\section*{Premises}

We look today at a monochromatic plane wave reflected from a perfect crystal whose surface is parallel to the reflecting planes, the symmetric Bragg case, and we follow the layer-by-layer method that Darwin introduced in 1914. Fields vary as $\exp[i(\mathbf{k}\cdot\mathbf{r}-\omega t)]$, with $k=2\pi/\lambda$. The glancing angle is $\theta$ and $z$ is the depth below the surface. I need five premises.

(1) An electron scatters a unit incident field into the spherical wave $-r_e C\,e^{ikR}/R$, where $r_e$ is the classical electron radius and $C$ projects the incident polarisation on the plane transverse to the outgoing direction. (2) The crystal is a stack of identical layers $j=0,1,2,\dots$ with repeat $d$ along $z$, without end. (3) One layer scatters weakly. (4) Only the forward and the specular beam build up, so the in-plane structure of a layer can be averaged. (5) There is no absorption. I lift the last premise near the end.

\section*{One layer}

Take first a thin sheet at $z=0$ with $\sigma$ electrons per unit area, driven with the phase $e^{i\mathbf{k}_\parallel\cdot\mathbf{r}'}$. The function $e^{ikR}/R$ solves $(\nabla^2+k^2)G=-4\pi\delta^3(\mathbf{r}-\mathbf{r}')$. Integrating it over the sheet with that phase gives $e^{i\mathbf{k}_\parallel\cdot\mathbf{r}}u(z)$, where $u''+k_z^2u=-4\pi\delta(z)$ and $k_z=k\sin\theta$. The outgoing solution is $u=Ae^{ik_z|z|}$, and the jump of $u'$ at the sheet requires $2ik_zA=-4\pi$. Hence
\begin{equation}
\int d^2r'\,e^{i\mathbf{k}_\parallel\cdot\mathbf{r}'}\frac{e^{ikR}}{R}=\frac{2\pi i}{k\sin\theta}\,e^{i\mathbf{k}_\parallel\cdot\mathbf{r}+ik_z|z|}.
\label{sheet}
\end{equation}
The sheet radiates two plane waves, one forward and one specular, each of amplitude $-r_eC\sigma\,(2\pi i/k\sin\theta)=-i\,r_e\lambda C\sigma/\sin\theta$. Forward, $C=1$. In the specular direction $C=1$ for $\sigma$ polarisation and $C=|\cos2\theta|$ for $\pi$ polarisation, where I absorb the sign of the cosine in the choice of the polarisation vector.

A real layer has a laterally averaged electron density $n(z)$. A slice at depth $z$ below the reference plane of the layer adds a phase $e^{2ik_zz}=e^{iQz}$ to the reflected wave, with $Q=2k\sin\theta$, and none to the forward wave. A layer holds $d/V$ unit cells of volume $V$ per unit area, so $\int n(z)e^{iQz}dz=Fd/V$ with $F$ the structure factor of the cell, and $\int n(z)\,dz=F_0d/V$ with $F_0$ the number of electrons in the cell. Without absorption $n$ is real, so the reflection from below carries $F^*$. Moving the reference plane changes the phases of $F$ and $F^*$ oppositely, and we place it so that $F=|F|$. To first order the reflection and transmission amplitudes of one layer, from either side, are
\begin{equation}
r\simeq-ig,\quad t\simeq1-ig_0,\qquad g=\frac{r_e\lambda d\,C|F|}{V\sin\theta},\quad g_0=\frac{r_e\lambda d\,F_0}{V\sin\theta}.
\label{born}
\end{equation}
Note that $g_0$ carries no polarisation factor. It is refraction: with the index $1-\delta$, $\delta=r_e\lambda^2F_0/2\pi V$, the phase lag along the path $d/\sin\theta$ is $k\delta d/\sin\theta=g_0$.

\medskip\noindent\textbf{Question.} Your layer creates energy, since $|r|^2+|t|^2=1+g^2+g_0^2$.

\noindent\textbf{Answer.} It does, at second order, and since we shall stack thousands of layers I repair it now. A lossless layer conserves flux for any pair of waves arriving from above and below, so its scattering matrix is unitary. Reciprocity makes $t$ the same from both sides. With $r'$ the reflection from below, unitarity gives $|r|^2+|t|^2=1$ and $rt^*+tr'^*=0$. The second condition says $r/t=-(r'/t)^*$, and the choice of reference plane that makes $r=r'$ makes $r/t$ imaginary. Therefore
\begin{equation}
t=\tau e^{-i\gamma},\qquad r=-ig\,e^{-i\gamma},\qquad\tau=\sqrt{1-g^2},\qquad t^2-r^2=e^{-2i\gamma},
\label{unitary}
\end{equation}
with real $g$ and $\gamma$. Matching to Eq.~\eqref{born} fixes $g$ and $\gamma=g_0$ up to terms of second order in the scattering. From here on the algebra is exact.

\section*{The coupled difference equations}

Let $T_j$ be the downward wave arriving at layer $j$ and $S_j$ the upward wave leaving it, both referred to the plane $z=jd$. Between neighbouring planes either wave gains the factor $p=e^{i\phi}$, $\phi=kd\sin\theta$. Bragg's law of order $m$ is $\phi=m\pi$, so we write
\begin{equation}
\phi=m\pi+\Delta,\qquad\Delta=m\pi\zeta,\qquad\zeta=\frac{Q-Q_m}{Q_m}\simeq\frac{\delta k}{k}+\frac{\delta\theta}{\tan\theta},\qquad Q_m=\frac{2\pi m}{d}.
\label{zeta}
\end{equation}
At fixed angle $\zeta$ is the relative offset in wavevector or photon energy; at fixed energy it is $\delta\theta/\tan\theta$.

The wave that reaches layer $j$ from below is $pS_{j+1}$. What leaves upward is the reflected part of $T_j$ plus the transmitted part of $pS_{j+1}$. What leaves downward is the transmitted part of $T_j$ plus the reflected part of $pS_{j+1}$, and it travels one spacing to become $T_{j+1}$:
\begin{equation}
S_j=rT_j+tp\,S_{j+1},\qquad T_{j+1}=p\,(tT_j+rp\,S_{j+1}).
\label{darwin}
\end{equation}
These contain all orders of multiple reflection. Solve the first for $S_{j+1}=(S_j-rT_j)/tp$ and insert it in the second:
\begin{equation}
\begin{pmatrix}T_{j+1}\\S_{j+1}\end{pmatrix}=M\begin{pmatrix}T_j\\S_j\end{pmatrix},\qquad M=\frac1t\begin{pmatrix}p(t^2-r^2)&rp\\-r/p&1/p\end{pmatrix}.
\label{M}
\end{equation}
The determinant is $[(t^2-r^2)+r^2]/t^2=1$. With Eq.~\eqref{unitary} and $\varepsilon=\Delta-\gamma$ the trace is $[e^{i(\phi-\gamma)}+e^{-i(\phi-\gamma)}]/\tau=2(-1)^m\cos\varepsilon/\tau$. The Cayley--Hamilton relation $M+M^{-1}=(\operatorname{tr}M)\,\mathbf 1$ then decouples the system,
\begin{equation}
T_{j+1}+T_{j-1}=2(-1)^m\frac{\cos\varepsilon}{\tau}\,T_j .
\label{second}
\end{equation}
Its solutions are $T_j\propto\mu^j$ with $\mu+1/\mu=\operatorname{tr}M$. For $\cos\varepsilon<\tau$, that is $|\sin\varepsilon|>g$, the two values of $\mu$ lie on the unit circle and waves propagate. For $|\sin\varepsilon|<g$ they are real, one growing and one decaying with depth. This is a band gap, centred on $\Delta=\gamma$.

\section*{The semi-infinite crystal}

Removing the top layer of an endless stack leaves the same stack. The ratio $\rho=S_j/T_j$ is therefore independent of $j$, which means the field is a single eigenvector of $M$. Put $S_{j+1}=\rho T_{j+1}$ in Eq.~\eqref{darwin}. The second equation gives $\mu=T_{j+1}/T_j=pt/(1-rp^2\rho)$, and the first gives
\begin{equation}
\rho=r+\frac{t^2p^2\rho}{1-rp^2\rho}\quad\Longrightarrow\quad rp^2\rho^2+\left[p^2(t^2-r^2)-1\right]\rho+r=0 .
\label{fixed}
\end{equation}
Now $p^2=e^{2i\Delta}$ and $p^2(t^2-r^2)-1=e^{2i\varepsilon}-1=2ie^{i\varepsilon}\sin\varepsilon$. Set $\rho=e^{-i\Delta}w$. The three terms become $-ige^{-i\gamma}w^2$, $2ie^{-i\gamma}w\sin\varepsilon$ and $-ige^{-i\gamma}$. Dividing by $-ige^{-i\gamma}$,
\begin{equation}
w^2-2Xw+1=0,\qquad X=\frac{\sin\varepsilon}{g}.
\label{quad}
\end{equation}
The same substitution in $\mu$, with $pt=(-1)^m\tau e^{i\varepsilon}$ and $rp^2\rho=-ige^{i\varepsilon}w$, gives
\begin{equation}
\mu=\frac{(-1)^m\tau}{\cos\varepsilon+ig\,(w-X)} .
\label{mu}
\end{equation}
The roots of Eq.~\eqref{quad} have product one, and we must choose between them.

Inside the gap, $|X|\le1$, the roots are $X\mp is$ with $s=\sqrt{1-X^2}$. The upper sign makes the denominator in Eq.~\eqref{mu} equal to $\cos\varepsilon+gs$. Since $\cos^2\varepsilon-g^2s^2=1-g^2=\tau^2$,
\begin{equation}
\mu=(-1)^me^{-\eta},\qquad e^{-2\eta}=\frac{\cos\varepsilon-gs}{\cos\varepsilon+gs},\qquad\tanh\eta=\frac{gs}{\cos\varepsilon}.
\label{eta}
\end{equation}
This root decays, the other grows and is excluded. So $w=X-is$ and $|w|=1$.

Outside the gap the roots $X\mp\sqrt{X^2-1}$ are real, and Eq.~\eqref{mu} gives $|\mu|^2=\tau^2/[\cos^2\varepsilon+g^2(X^2-1)]=1$ for both. Decay cannot decide, but flux can. The net flux into the crystal is proportional to $|T_j|^2-|S_j|^2=|T_j|^2(1-w^2)$. A root with $|w|>1$ would deliver energy from infinite depth, where there is no source. We keep the root with $|w|<1$.

Finally, $\varepsilon$ is of order $g\ll1$ over the region of interest, so $\sin\varepsilon\to\varepsilon$, $\gamma\to g_0$, and $X$ becomes
\begin{equation}
x=\frac{m\pi\zeta-g_0}{g}.
\label{x}
\end{equation}
The phase factor $e^{-i\Delta}$ is one to the same accuracy. The amplitude and the reflectivity $R=|S_0/T_0|^2$ are
\begin{equation}
\frac{S_0}{T_0}=\begin{cases}x-\sqrt{x^2-1},&x\ge1\\ x-i\sqrt{1-x^2},&|x|\le1\\ x+\sqrt{x^2-1},&x\le-1\end{cases}
\qquad
R=\begin{cases}1,&|x|\le1\\ \left(|x|-\sqrt{x^2-1}\right)^2,&|x|\ge1.\end{cases}
\label{result}
\end{equation}
Across the curve $g$ and $g_0$ change by relative amounts of order $\zeta$, so we evaluate them at $m\lambda=2d\sin\theta$: $g=2d^2r_eC|F|/mV$ and $g_0=2d^2r_eF_0/mV$.

\medskip\noindent\textbf{Question.} Why is the reflection total when each layer reflects almost nothing?

\noindent\textbf{Answer.} Unitarity makes the net flux the same above every layer. In the gap the field vanishes at depth, so the flux is zero there and hence zero at the surface, which is $|S_0|=|T_0|$. The weakness of the layers only sets how narrow the gap is and how deep the field reaches.

\section*{What the curve contains}

The plateau runs over $\Delta x=2$ and is centred on $x=0$. From Eq.~\eqref{x},
\begin{equation}
\zeta_W=\frac{2g}{m\pi},\qquad\zeta_0=\frac{g_0}{m\pi}=\frac{\delta}{\sin^2\theta},
\label{width}
\end{equation}
are its full width and its shift above the kinematical Bragg position. In angle both are multiplied by $\tan\theta$. For $\sigma$ polarisation $\zeta_W$ depends on photon energy only through the dispersion of $F$. Half height needs $|w|=1/\sqrt2$, and Eq.~\eqref{quad} gives $|x|=(|w|+1/|w|)/2=3/2\sqrt2=1.061$, so the full width at half maximum is $1.061\,\zeta_W$. With $x=\cosh u$ the tail is $R=e^{-2u}$, each tail has the area $\int_0^\infty e^{-2u}\sinh u\,du=1/3$, and $\int R\,dx=8/3$. The integrated reflectivity in $\zeta$ is thus proportional to $|F|$, while kinematical theory makes it proportional to $|F|^2$.

From Eq.~\eqref{eta}, $\eta\simeq g\sqrt{1-x^2}$. The intensity falls as $e^{-2\eta j}$, so at the centre the $1/e$ depth of intensity, the extinction depth, is $\Lambda=d/2g$. It diverges at the edges as $1/\sqrt{1-x^2}$.

\medskip\noindent\textbf{Question.} Do you recover kinematical theory anywhere?

\noindent\textbf{Answer.} In the tails. For $|x|\gg1$, $w\to1/2x$. Summing single reflections only, $r\sum_j(t^2p^2)^j=r/(1-t^2p^2)\simeq-ig/(-2i\varepsilon)=1/2x$, where the sum converges with the slightest damping. At $|x|=2$ the full result is $R=0.0718$ and the single-reflection value $1/4x^2$ is $0.0625$.

\medskip\noindent\textbf{Question.} How thick is semi-infinite?

\noindent\textbf{Answer.} The plateau and the tails give different answers. Adding a layer on top of $N$ layers is the first form of Eq.~\eqref{fixed} with $\rho_{N+1}$ on the left and $\rho_N$ on the right. At $\varepsilon=0$ write $\rho_N=-ie^{-i\gamma}v_N$. Then $t^2p^2=\tau^2$, $rp^2\rho_N=-gv_N$, and $v_{N+1}=g+\tau^2v_N/(1+gv_N)=(g+v_N)/(1+gv_N)$. This is the addition rule of the hyperbolic tangent, so $v_N=\tanh(N\operatorname{artanh}g)$ and $1-R\simeq4e^{-L/\Lambda}$ for thickness $L=Nd\gg\Lambda$. In the tails the wave propagates to the back face and returns, which produces thickness fringes. For a thick lossless plate, averaging over the fringes adds intensities. Each face reflects $R=w^2$ and transmits $1-R$, so the sum over round trips is $R+(1-R)^2R/(1-R^2)=2R/(1+R)$. By Eq.~\eqref{quad} this equals $w/x=1-\sqrt{1-1/x^2}$, the curve associated with Ewald, with far tails twice as high and area $\pi$ in place of $8/3$. Equation~\eqref{result} holds in the tails only if the wave from the back face is absorbed or sent elsewhere.

\section*{Absorption}

For a layer with $r=r'$, Eq.~\eqref{fixed} never used unitarity. Define complex $\gamma$ and $g$ by $t^2-r^2=e^{-2i\gamma}$ and $r=-ige^{-i\gamma}$, and Eq.~\eqref{quad} stands, with the root $|w|<1$ throughout. A linear absorption coefficient $\mu_a$ damps the amplitude by $\kappa_0=\mu_ad/2\sin\theta$ per layer, so $\gamma=g_0-i\kappa_0$. For a layer symmetric about its reference plane the absorptive part of the atomic factor enters $F$ with the same geometric sum as the real part, giving $g\to g-i\kappa_H$. To first order in $\kappa/g$,
\begin{equation}
X\simeq x+iy,\qquad y=\frac{\kappa_0+x\,\kappa_H}{g}.
\label{abs}
\end{equation}
At the centre $X=iy$, $|w|=\sqrt{1+y^2}-y$ and $R\simeq1-2y$. At an edge, $X=\pm1+iy$ gives $w\mp1\simeq\mp\sqrt{\pm2iy}$, whose real part has magnitude $\sqrt y$, so $R\simeq e^{-2\sqrt y}$ to leading order. The edges suffer as the square root of the small parameter, and unequally.

\medskip\noindent\textbf{Question.} Where does the asymmetry come from physically?

\noindent\textbf{Answer.} From the phase in Eq.~\eqref{result}, which runs from $-\pi$ at $x=-1$ to $0$ at $x=+1$. The total field on the reference plane is $T_j(1+w)$. The standing wave has a node there at the low-angle edge and an antinode at the high-angle edge. Photoabsorption takes place close to the nuclei, so it is reduced at $x=-1$ and enhanced at $x=+1$.

\section*{Diamond 111 at 9 keV}

The inputs are approximate: lattice parameter $a\approx3.567$~\AA, free-atom form factor of carbon at this reflection $f\approx3.0$, photoabsorption coefficient $\mu_a\approx10$~cm$^{-1}$. Intermediate values are carried unrounded. The constants give $r_e=2.818\times10^{-5}$~\AA\ and $\lambda=1.3776$~\AA. The repeat along $[111]$ is $d=a/\sqrt3=2.0594$~\AA, reflecting in order $m=1$, with $V=a^3=45.38$~\AA$^3$, $\sin\theta=0.3345$, $\theta=19.54^\circ$, $\tan\theta=0.3549$ and $\sin\theta/\lambda=0.243$~\AA$^{-1}$.

The eight atoms of the cell have $(x_1+x_2+x_3)/a$ equal to $0$ or $3/4$ modulo one, four of each. The repeating layer is thus a pair of atomic planes $d/4$ apart. With the reference plane midway they lie at $\pm d/8$, and $F=8f\cos(m\pi/4)$, which is $4\sqrt2f=17$ for $m=1$. Also $F_0=8\times6=48$. Because $2d^2/V=2/3a$, for $\sigma$ polarisation
\begin{equation}
g=\frac{2r_e|F|}{3a}=8.9\times10^{-5},\qquad g_0=\frac{2r_eF_0}{3a}=2.53\times10^{-4},\qquad\frac{g_0}{g}=2.8 .
\end{equation}
The plateau has $\zeta_W=5.7\times10^{-5}$, which is $0.51$~eV at fixed angle or $20~\mu$rad ($4.2''$) at fixed energy. The full width at half maximum is $0.54$~eV or $21~\mu$rad, and the integrated reflectivity, $4/3$ of the plateau width, is $27~\mu$rad. With $\delta=9.0\times10^{-6}$ the shift is $\zeta_0=8.05\times10^{-5}$, or $0.72$~eV, or $28.6~\mu$rad ($5.9''$). The shift exceeds the width: at the kinematical Bragg angle $x=-2.8$ and $R$ is only $0.033$. The extinction depth is $5.6\times10^3$ layers, $\Lambda=1.2~\mu$m. For $\pi$ polarisation $C=0.776$, the plateau narrows to $0.40$~eV or $16~\mu$rad, and its centre stays where it was.

Absorption gives $\kappa_0=3.1\times10^{-7}$ and $\kappa_0/g=3.4\times10^{-3}$. For absorbers localised at the nuclei $\kappa_H=\kappa_0\cos(\pi/4)$, so $y=(\kappa_0/g)(1+x/\sqrt2)$. The centre has $R=0.993$. The low-angle edge has $y=1.0\times10^{-3}$ and $R=0.94$, the high-angle edge $y=5.9\times10^{-3}$ and $R=0.86$. The flat top is good to better than one per cent at the centre, while its corners are visibly rounded. A plate $10~\mu$m thick already brings the lossless $1-R$ at the centre below $10^{-3}$. The far tails feel the depth $\sin\theta/\mu_a=0.33$~mm instead. In a parallel-sided plate $0.3$~mm thick the back face adds the fraction $e^{-2\mu_aL/\sin\theta}=0.17$ to the fringe-averaged far tail.

\medskip\noindent\textbf{Question.} How far can I trust the width?

\noindent\textbf{Answer.} As far as $|F|$. Thermal motion, with a typical $B\approx0.15$~\AA$^2$, multiplies it by $e^{-B\sin^2\theta/\lambda^2}=0.991$, and the dispersion correction, typically $f'\approx0.01$ here, is smaller still. The larger effect is chemical. The bonding charge of diamond raises the 111 structure factor above the spherical free-atom value by several per cent, so the real plateau is wider and the extinction depth shorter than these estimates by about that much. Hence two figures for everything that contains $g$. The shift rests on the electron count and is better determined.

\medskip\noindent\textbf{Question.} Could I simply iterate Eq.~\eqref{darwin} on a computer with the linear coefficients of Eq.~\eqref{born}?

\noindent\textbf{Answer.} With care. They give $|t^2-r^2|\simeq1+g_0^2+g^2$, which is a false gain $\operatorname{Im}\gamma=(g_0^2+g^2)/2$ per layer. Here that is $3.6\times10^{-8}$, or $0.12$ of $\kappa_0$, so it cancels a noticeable part of the true absorption. Use the form \eqref{unitary}.

\section*{Range of validity}

Equation~\eqref{result} holds under these conditions. First, weak layers, $g,g_0\ll1$. The second-order terms left out of $\gamma$ and $g$ move $x$ by amounts of order $g_0^2/g$, which is $7\times10^{-4}$ for our case, and $\sin\varepsilon\to\varepsilon$ is good to relative order $\varepsilon^2$. Since $g_0=m\pi\delta/\sin^2\theta$, the condition fails at grazing angles near total external reflection. Second, weak absorption, $\kappa_0\ll g$, and even then the edges are rounded at order $\sqrt{\kappa_0/g}$. This fails for weak reflections, such as $m=2$ in diamond where the spherical-atom $F$ vanishes, and for $\pi$ polarisation near $\theta=45^\circ$. Third, thickness: $L\gg\Lambda$ for the plateau and no return from the back face for the tails. Fourth, two beams only, so the azimuth must avoid simultaneous reflections. Fifth, symmetric geometry, since an inclined surface changes the width and the shift. Sixth, a perfect lattice, with $\delta d/d\ll\zeta_W$ over the depth the wave explores, and a plane wave; a real beam gives $R$ convolved with its spread in $\zeta$. Last, the conversion to angle drops the term $-\delta\theta^2/2$ in $\zeta$, which matters near backscattering, when $\cot^2\theta$ becomes comparable to $\zeta$; there one keeps $\zeta=\sin\theta/\sin\theta_B-1$, with $\theta_B$ the kinematical Bragg angle.